The computed value of C33 in aluminium nitride, 375 GPa, looks too soft. C33 is the stress along the hexagonal c axis per unit of strain along that axis, with the width of the crystal held fixed, and films gave 395 GPa. The local density approximation (LDA) binds atoms a little too tightly, and shorter bonds are usually stiffer. The measured crystal is also softened by its thermal motion, which the calculation leaves out. Both effects should put the computed value above the measured one, yet it lies 20 GPa below.

The computed constants of AlN (space group P6_3mc) come from ABINIT 10.8.3, using density functional theory with the LDA functional, PseudoDojo NC SR LDA v0.4.1 standard potentials, a plane-wave cutoff of 1142.88 eV and an 8 × 8 × 4 k-point mesh. The cell was relaxed beforehand, and the constants include the shift of the ions under strain.

```
row  computed constant (GPa)           what it is  measured constant (GPa)                                   label in the paper, method, sample                   source
  1                      110                  C13                      n/a                                                                  n/a                      n/a
  2                      118                  C44                      n/a                                                                  n/a                      n/a
  3                      n/a                  n/a                      118                         C44; earlier measurements on AlN films; film  arXiv:2402.12196 (2024)
  4                      n/a                  n/a                      120                         C13; earlier measurements on AlN films; film  arXiv:2402.12196 (2024)
  5                      n/a                  n/a                      125                         C12; earlier measurements on AlN films; film  arXiv:2402.12196 (2024)
  6                      129                  C66                      n/a                                                                  n/a                      n/a
  7                      142                  C12                      n/a                                                                  n/a                      n/a
  8                      n/a                  n/a                    207.9  bulk modulus, reported experimental value; not stated; bulk crystal   arXiv:1112.6088 (2011)
  9                    210.5  bulk modulus (Hill)                      n/a                                                                  n/a                      n/a
 10                      375                  C33                      n/a                                                                  n/a                      n/a
 11                      n/a                  n/a                      395                         C33; earlier measurements on AlN films; film  arXiv:2402.12196 (2024)
 12                      400                  C11                      n/a                                                                  n/a                      n/a
```

The other constants do not share one error either. C12, which couples two directions across the c axis, comes out 17 GPa above the film value. C13, which couples the c axis to a direction across it, comes out 10 GPa below, and the shear constant C44 agrees. Against this set of films, "LDA makes everything too stiff" therefore fails as a complete account. LDA may still contribute an error, since other differences between calculation and film can hide it.

The bulk modulus, the resistance to uniform compression, gives no hint of this disorder: it agrees with a value measured on a bulk crystal to about 1%. How misses can hide in it is seen from its average for uniform strain:

B = (2 C11 + C33 + 2 C12 + 4 C13) / 9

The three misses enter it as (−20 + 2 × 17 − 4 × 10) / 9, or about −3 GPa. C11 has no measured partner here, so the sum is incomplete, but it shows how errors of opposite sign can disappear in an average. A good bulk modulus is weak evidence for the constants behind it.

A much larger failure shows how blind this test can be. When a crystal is strained, its atoms need not simply follow the change in cell shape; they can also shift against each other inside the cell. The computed constants in the table include that shift. The same calculation also gives the constants with the shift forbidden, an approximation called frozen ions, and C33 then rises from 375 to 475 GPa.

The geometry of the bonds explains why. Each aluminium atom sits in a tetrahedron of four nitrogen atoms, with one bond along c and three lying nearly across it. If the crystal is stretched along c by a small fraction s and the atoms merely follow, the bond along c lengthens by the full fraction s. In an ideal tetrahedron the other three lengthen by only s/9. The atom is then pulled harder from one side, and the aluminium atoms shift along c relative to the nitrogen atoms until the forces balance.

A limiting case shows where this leads. Suppose that the bonds resist stretching but turn freely, like rods on hinges. Four forces along the bonds of an ideal tetrahedron balance only if they are equal, so every bond in the network must carry the same tension. Such a network resists a change of volume and nothing else, as a liquid does. C11, C12, C13 and C33 would then all equal the bulk modulus, and the shear constants C44 and C66 would vanish.

Real bonds resist bending, so the crystal goes only part of the way from frozen ions to this limit. The direction is nevertheless right for each constant. Letting the ions shift lowers C33 towards the bulk modulus and raises C13 towards it, from 65 to 110 GPa. The shear constants fall, and the frozen value of C66 is 45% above the relaxed one. The numbers show these changes; that bending takes over from stretching is the reading that the geometry suggests.

Uniform compression is the exception, because it shortens the four bonds nearly equally and leaves almost no force to drive a shift. The uniform-strain bulk modulus is 211 GPa with frozen ions and 211 GPa with relaxed ions. Yet the frozen C33 lies 80 GPa above the film value, and the frozen C13 lies 55 GPa below it. This is how the failure can be recognised: stretching constants too high, coupling constants too low, and a bulk modulus that looks right.

The same reasoning carries over to neighbouring structures. In rock salt each ion is a centre of symmetry and remains one under a uniform strain, so no shift occurs and frozen ions cost nothing. Zinc blende has the same tetrahedra as aluminium nitride, but a stretch along a cube edge meets all four bonds at the same angle, and again nothing shifts. A stretch along the cube diagonal follows one bond, as the c axis does here, and the shift returns.

In aluminium nitride the shift has a second consequence, because the atoms that move are charged. Stretching the crystal along c polarises it. If electrodes keep the electric field at zero, the ions shift freely, and this is the condition of the computed constants. If no charge can flow, a field builds up, opposes the shift and restores part of the lost stiffness.

The size of this stiffening follows without any adjustable parameter. Let S be the strain along c, E the field along c, e33 the piezoelectric constant, ε0 the vacuum permittivity and ε33 the relative permittivity at fixed strain. With no free charge the electric displacement stays zero:

e33 S + ε0 ε33 E = 0

The stress is C33 S − e33 E. Inserting the field from the first equation gives the added stiffness:

ΔC33 = e33² / (ε0 ε33)

The calculation itself supplies e33 = 1.7 C/m² and ε33 = 9.4. With ε0 = 8.9 × 10⁻¹² F/m the result is about 35 GPa, which raises C33 from 375 to 410 GPa.

This casts doubt on the verdict about the row that looked wrong. At zero field the computed C33 is 20 GPa too low against the film; with no free charge it is 15 GPa too high. Constants of piezoelectric crystals are usually published for zero field, which would leave the computed C33 too low. The table does not state the condition for these films, however, so the sign of the error is not certain. Nor would the absence of free charge explain the whole table, because it lowers C13 to 96 GPa and takes it further from the film's 120 GPa.

For a process engineer the distinction has a direct use. Aluminium nitride films serve as resonators in radio filters, where a sound wave runs through the thickness of the film along c. At the antiresonance almost no current flows, so the stiffened C33 applies, and the frequency of a film of given thickness follows its square root. Inserting 375 instead of 410 GPa makes the predicted frequency about 4% too low, and a film designed from it would come out too thin by about the same share. This holds for the bare film, without the mass of its electrodes.

The misses that remain cannot be assigned to LDA with any confidence. The grains, defects and built-in strain of a film can shift its elastic constants, and the table holds no single-crystal values of C12, C13 or C33 that would separate this effect from an error of the functional. No runs with a finer mesh or a higher cutoff are at hand either, so differences of a few GPa, such as the one in the bulk modulus, should not be given a physical cause. The output below lists the differences and the electrical estimate. What the numbers do establish is the failure of frozen ions, which reaches 100 GPa in C33 and leaves the bulk modulus untouched.

Numerical output:

```
C33 computed less measured, GPa: -20
C13 computed less measured, GPa: -10
C12 computed less measured, GPa: 17
C44 computed less measured, GPa: 0
bulk modulus computed less measured, GPa: 2.6
bulk modulus computed less measured, percent of measured: 1.251
C33 with frozen ions less measured, GPa: 80.11
C13 with frozen ions less measured, GPa: -55.48
C12 with frozen ions less measured, GPa: -20.43
C44 with frozen ions less measured, GPa: 15.91
C33 lost when the ions relax, GPa: 100.1
C66 with frozen ions above the relaxed value, percent: 44.98
Voigt bulk modulus with frozen ions, GPa: 211.1
Voigt bulk modulus with relaxed ions, GPa: 211
joint share of the C33, C12 and C13 misses in the Voigt bulk modulus, GPa: -2.889
C33 at fixed electric displacement, GPa: 410
C13 at fixed electric displacement, GPa: 95.76
thickness antiresonance frequency too low if fixed-field C33 is used, percent: 4.368
```
